**Q.** I have a small molecule with two boron atoms joined by a CH₂ bridge, and I can hang different groups on one of the borons. Which group moves the first electronic absorption most, and would I notice it in a UV spectrum?

Molecules *BCB (SMILES) with the group * varied; the marked atom is the boron that carries it. Computed with PySCF 2.14.0 and density fitting at CAM-B3LYP/def2-SVPD in the gas phase, on PBE0-D3(BJ)/def2-SVP geometries. Vertical singlets are from TDDFT and triplets from the Tamm-Dancoff approximation, with core orbitals frozen; the brightest singlet is taken from ten.

| group * | formula | binding atom | its electronegativity | point group | bond from the marked atom to the group (Å) | S1 (eV) | f(S1) | leading pair of S1 | T1 (eV) | S1 less T1 (eV) | brightest singlet (eV) | its f | HOMO-LUMO gap (eV) |
| --- | --- | --- | --- | --- | --- | --- | --- | --- | --- | --- | --- | --- | --- |
| *H | CH6B2 | H | 2.200 | Cs | 1.209 | 5.62 | 0.004 | HOMO to LUMO | 4.98 | 0.64 | 8.64 | 0.21 | 9.67 |
| *C#C | C3H6B2 | C | 2.550 | C1 | 1.520 | 4.18 | 0.001 | HOMO to LUMO | 3.85 | 0.33 | 5.45 | 0.09 | 8.15 |
| *C | C2H8B2 | C | 2.550 | C1 | 1.561 | 5.42 | 0.002 | HOMO to LUMO | 4.81 | 0.61 | 8.76 | 0.02 | 9.36 |
| *CCC | C4H12B2 | C | 2.550 | C1 | 1.564 | 5.40 | 0.001 | HOMO to LUMO | 4.82 | 0.58 | 5.53 | 0.02 | 9.18 |
| *Br | CH5B2Br | Br | 2.960 | C1 | 1.910 | 4.93 | 0.005 | HOMO to LUMO | 4.63 | 0.30 | 6.47 | 0.05 | 8.46 |
| *N | CH7B2N | N | 3.040 | C1 | 1.392 | 5.76 | 0.007 | HOMO-1 to LUMO | 5.11 | 0.65 | 7.36 | 0.08 | 9.63 |

**A.** Ethynyl, by a wide margin. S1 is the energy of the lowest excited singlet state, taken at the fixed geometry of the ground state. It falls from 5.62 eV in the parent, where the group is just hydrogen, to 4.18 eV with ethynyl. Bromine comes second with 4.93 eV, while methyl, propyl and amino stay within a quarter of an electronvolt of the parent.

A wavelength in nanometres is about 1240 divided by the energy in electronvolts. Ethynyl therefore shifts this transition from roughly 220 to roughly 300 nm, which is a large move on any UV instrument. Whether you would see it easily is another matter. The column f(S1) gives the oscillator strength, a measure of how strongly the state absorbs, and it is below 0.01 in every row. Vibrations, which are left out here, can add some strength to such weak bands.

**Q.** Is this simply a matter of how hard the group pulls on the electrons of boron?

**A.** No, and two pairs of rows show it. Ethynyl and methyl both bind through carbon, so they share one electronegativity in the table (the values are Pauling's), yet their S1 energies differ by 1.24 eV. Bromine and nitrogen have nearly equal electronegativities, yet bromine lowers S1 and amino raises it slightly.

You could object that the carbon of a triple bond pulls harder than the carbon of a methyl group, and that is true. But pull alone lowers the energy of the filled orbitals. With ethynyl the highest filled orbital, the HOMO, goes up by 1.12 eV relative to the parent. The group must be bringing in something other than pull.

**Q.** What does it bring?

**A.** It brings a filled orbital of its own that lies higher than anything the parent has to offer. The parent has no lone pair and no π bond, so its electrons sit in the tightly held σ bonds between boron, carbon and hydrogen. A triple bond has π electrons and bromine has lone pairs, and both are held more loosely. In the ethynyl compound 72 % of the HOMO lies on the two ethynyl carbons, and in the bromine compound 73 % lies on bromine.

The excited electron goes mainly elsewhere. Three-coordinate boron has an empty p orbital, and the lowest empty orbital, the LUMO, has its largest part on the two borons. The first excitation of these two compounds thus moves an electron a good way from the group towards boron. The LUMO helps as well, though less than the HOMO. With ethynyl it lies 0.40 eV below that of the parent, which fits the mixing of the group's own empty π* orbital into it, and with bromine 0.19 eV below.

A separate calculation of the positive ion supports this picture. Removing an electron costs 1.28 eV less with ethynyl than in the parent, and 1.04 eV less with bromine. Both figures are close to the rise of the HOMO.

**Q.** Can I then estimate S1 from the two orbital energies alone?

**A.** Roughly, yes. Lifting an electron from HOMO to LUMO costs the gap between them. The electron and the hole it leaves behind attract each other, which gives part of that cost back. If the refund $A$ is taken as the same for every group,

$$E(\mathrm{S1}) \approx \text{gap} - A .$$

In five of the six compounds the leading pair of S1 starts from the HOMO. A least-squares fit to these five, with $A$ as the only constant, gives 3.85 eV. For ethynyl, which was part of the fit, the estimate is 8.15 − 3.85 = 4.30 eV, against 4.18 eV in the table.

When each of the five is predicted from the other four, the typical error is 0.23 eV. A straight line in electronegativity, treated in the same way, misses by 0.69 eV. Since orbital energies enter the calculation of S1 itself, this success shows where the shift arises but is no independent proof of the mechanism.

The formula does worst for bromine, where it comes out 0.32 eV too low. The refund there is smaller than for ethynyl, although in both the hole sits on the group. My guess is that the excited electron keeps closer to the hole in the ethynyl compound, because 28 % of the LUMO lies on the ethynyl carbons and only about 11 % on bromine.

**Q.** If the group sits right next to boron, why is the first absorption so weak?

**A.** Because the two orbitals involved most likely stand at right angles. A triple bond has two π orbitals, and bromine has two lone pairs of p type. One of each pair is parallel to the empty p orbital of the neighbouring boron, mixes with it and is stabilised. The other is perpendicular, finds no such partner and is left on top as the HOMO. An electron that jumps between perpendicular p orbitals produces hardly any oscillating charge along the bond, and so it absorbs little light.

The ethynyl compound lets us look at both members of the pair. The second filled orbital lies 0.62 eV below the HOMO and is also mostly on the ethynyl carbons. Excitation mainly from it gives the brightest of the ten singlets computed for that row, about 70 times as strong as S1. Its transition dipole points within 20° of the line from boron to ethynyl, as it should for parallel orbitals. I infer the orientation from these strengths and directions, not from pictures of the orbitals.

Formaldehyde is the simpler relative. Its lowest singlet also takes an electron from a lone pair in the molecular plane to a π* orbital perpendicular to it, and it is also weak, with a stronger π to π* transition higher up. The likeness ends with symmetry. In formaldehyde symmetry forbids the weak transition for the electric dipole as long as the nuclei stay put, whereas our substituted molecules have no symmetry and allow a little absorption.

**Q.** The same two compounds also have the smallest difference between S1 and T1. Is that the same effect?

**A.** It is closely related. T1 is the lowest triplet, in which the two unpaired electrons have parallel spins. For one electron moved between two given orbitals, singlet and triplet differ by $2K$, where $K$ is the exchange integral. It is large only if hole and electron occupy the same region of space. With the hole mainly on the group and most of the excited electron outside it, theory expects a small $K$.

The fairest comparison is methyl, because there too singlet and triplet have the same leading pair of orbitals, though a second pair contributes clearly to the triplet. Its difference is 0.61 eV, and ethynyl and bromine have about half of that. The methyl compound absorbs just as weakly in S1, so a faint band alone doesn't reveal a small splitting. Its hole lies in σ bonds, some of which end at the very borons that receive the electron.

I wouldn't turn these differences into precise values of $K$. The triplets were computed in the Tamm-Dancoff approximation and the singlets without it, so part of each difference comes from the method.

**Q.** Nitrogen has a lone pair as well. Why does an amino group, unlike bromine, leave S1 close to that of the parent?

**A.** Because the amino group has only one lone pair, and it points the other way. In the computed geometry the NH₂ group is flat and lies in the same plane as the bonds of its boron. The nitrogen lone pair is therefore parallel to the empty p orbital of boron and can donate into it. The other p orbitals of nitrogen are tied up in its bonds, so no perpendicular lone pair is left over to serve as a high-lying HOMO.

Donation of this kind is standard chemistry for aminoboranes. It stabilises the lone pair and pushes the empty orbital up, and the LUMO indeed rises by 0.62 eV relative to the parent. The HOMO rises by nearly the same amount, 0.66 eV, so the gap hardly changes.

The simple formula gives 9.63 − 3.85 = 5.78 eV for this compound, which was outside the fit, and the table has 5.76 eV. That agreement is no real test. The leading pair of S1 starts here from the orbital below the HOMO, so the gap in the formula belongs to a different pair of orbitals. The character of that lower orbital was not analysed, so the reason given here for the small shift of S1 is argued and not shown.

**Q.** Which of these digits may I rely on when I choose a group?

**A.** Rely on the large steps. Density-functional excitation energies can be off by a few tenths of an electronvolt; that is a rough figure, recalled and not derived from this table. The drop of 1.44 eV for ethynyl stands well clear of it. The difference of 0.02 eV between methyl and propyl is too small to build on, all the more because only one conformer of the flexible propyl compound was computed. The small rise for amino shouldn't guide a decision either.

Bromine needs more care. Its drop of 0.69 eV belongs, like that of ethynyl, to a transition that moves charge from group to boron, and such energies depend on the functional. The calculation also leaves out spin-orbit coupling, which splits the levels of a free bromine atom by roughly half an electronvolt, again a recalled figure. That is more than the whole difference between S1 and T1 in this row, so the 0.30 eV there is a first indication only.

For this core, the first thing to ask of a group is which way its loosely held electrons point. Ethynyl and bromine most likely keep a filled p-type orbital perpendicular to the empty one on boron, and they have the two lowest S1 energies. Hydrogen, methyl and propyl have no such orbital to offer, amino has only the parallel one, and all four stay between 5.4 and 5.8 eV.
